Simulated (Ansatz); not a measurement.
# Loss of H2: C4H6F2 → C4H4F2 + H2

Species: C4H6F2 `FC1CC(F)C1`, singlet; C4H4F2 `FC1=CC(F)C1`, singlet; H2 (hydrogen), singlet. 

Shapes, held fixed at every level: PBE0-D4/def2-TZVP. Programs: Ansatz 0.2.0. Electronic energies: no zero-point or thermal term.

```json
{"level": "r2SCAN-D4/def2-TZVPP", "kind": "meta-GGA", "ΔE (kJ/mol)": "+167.9", "less CCSD(T)/CBS estimate": "-0.5"}
{"level": "wB97X-V/def2-TZVPP", "kind": "range-separated hybrid", "ΔE (kJ/mol)": "+181.7", "less CCSD(T)/CBS estimate": "+13.3"}
{"level": "B2PLYP/def2-TZVPP", "kind": "double hybrid", "ΔE (kJ/mol)": "+162.7", "less CCSD(T)/CBS estimate": "-5.7"}
{"level": "MP2/def2-TZVPP", "kind": "perturbation theory", "ΔE (kJ/mol)": "+168.5", "less CCSD(T)/CBS estimate": "+0.1"}
{"level": "CCSD(T)/def2-TZVPP", "kind": "coupled cluster or CI", "ΔE (kJ/mol)": "+168.9", "less CCSD(T)/CBS estimate": "+0.5"}
{"level": "CCSD/def2-TZVPP", "kind": "coupled cluster or CI", "ΔE (kJ/mol)": "+175.0", "less CCSD(T)/CBS estimate": "+6.6"}
{"level": "CCSD(T)/CBS estimate", "kind": "coupled cluster or CI", "ΔE (kJ/mol)": "+168.4", "less CCSD(T)/CBS estimate": "0.0"}
```

The highest level, CCSD(T)/CBS estimate, gives ΔE = +168.4 kJ/mol; the levels span +162.7 to +181.7. The column of differences is taken from that level and isn't an error. No measured value is set beside it here. The CBS estimate extrapolates MP2 from def2-TZVPP and def2-QZVPP and adds CCSD(T) − MP2 in the triple-zeta set, cores frozen; for H2 it overshoots the exact energy by about 1 mEh.

Loss of H2 is strongly uphill in electronic energy at every level, with +168.4 kJ/mol at the highest. Two C–H σ bonds give way to H–H and a C=C π bond, and the π bond, weaker than a σ bond, doesn't repay the cost. The four-membered ring probably adds to it, since sp2 carbons prefer wider angles than the ring allows, while fluorine on the new double bond may shift the balance through π donation and σ withdrawal.

Connected triples lower the energy from +175.0 to +168.9 kJ/mol in the same basis, which suggests that they stabilise the products, with their new π bond, more than the saturated ring. MP2 lands close to CCSD(T) without those terms, so its agreement probably rests on cancellation. Among the density functionals, closeness to the coupled-cluster value doesn't follow formal sophistication: r2SCAN-D4 lies nearer than either wB97X-V or B2PLYP. One reaction can't separate the effects of strain and fluorination; that would need the unfluorinated ring and an open-chain analogue.
